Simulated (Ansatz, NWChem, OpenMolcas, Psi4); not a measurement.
**Appearance energy of a fragment ion: CHF2 → [CF2]+ + H + e⁻**

Gas-phase species: CHF2 (difluoromethyl radical) `F[CH]F`, doublet; [CF2]+ `F[C+]F`, doublet; H atom, doublet. 

Shapes, held fixed at every level: PBE0-D4/def2-TZVP. Programs: Ansatz 0.2.0, NWChem 7.3.0, OpenMolcas 26.06, Psi4 1.11. A level may come from different programs for different species; with the same settings they agree closely. Electronic energies: no zero-point or thermal term.

```json
{"level": "MP2/STO-3G", "kind": "perturbation theory", "ΔE (eV)": "+10.94"}
{"level": "HF/STO-3G", "kind": "Hartree–Fock", "ΔE (eV)": "+12.02"}
{"level": "HF/3-21G", "kind": "Hartree–Fock", "ΔE (eV)": "+13.81"}
{"level": "HF/def2-SVP", "kind": "Hartree–Fock", "ΔE (eV)": "+13.20"}
{"level": "B3LYP/6-31G* (spherical functions)", "kind": "global hybrid", "ΔE (eV)": "+14.17"}
{"level": "CCSD(T)/STO-3G", "kind": "coupled cluster or CI", "ΔE (eV)": "+10.94"}
{"level": "PBE0/def2-SVP", "kind": "global hybrid", "ΔE (eV)": "+14.21"}
```

PBE0/def2-SVP gives ΔE = +14.21 eV; the levels span +10.94 to +14.21. The median of the levels is +13.20. No measured value is set beside it here. Open shells run unrestricted. The onset seen in experiment also holds zero-point changes and kinetic shifts. PBE0/def2-SVP lies outside the range of the other correlated levels here, so it shouldn't be taken on trust. Rows in sets without polarisation functions are far from converged.

The appearance energy combines the cost of breaking the C–H bond with that of ionising CF2, whose electron leaves the carbon σ lone pair. Fluorine π donation into the carbon p orbital stabilises the cation but doesn't offset these costs.

The lowest values all come from STO-3G, probably because a minimal basis cannot relax the diffuse charge of the neutral radical and so favours the compact cation. The sign of the correlation effect is also telling. The products have one electron pair fewer than CHF2, so correlation should raise the energy. PBE0 does lie above Hartree–Fock in def2-SVP, yet in STO-3G both MP2 and CCSD(T) fall below it. That reversal probably reflects the few virtual orbitals available, among them the low-lying empty carbon p orbitals of the cation. The shared MP2 and CCSD(T) value of +10.94 eV is therefore no sign of a reliable threshold. The totals alone don't show how the energy divides between bond breaking and ionisation.
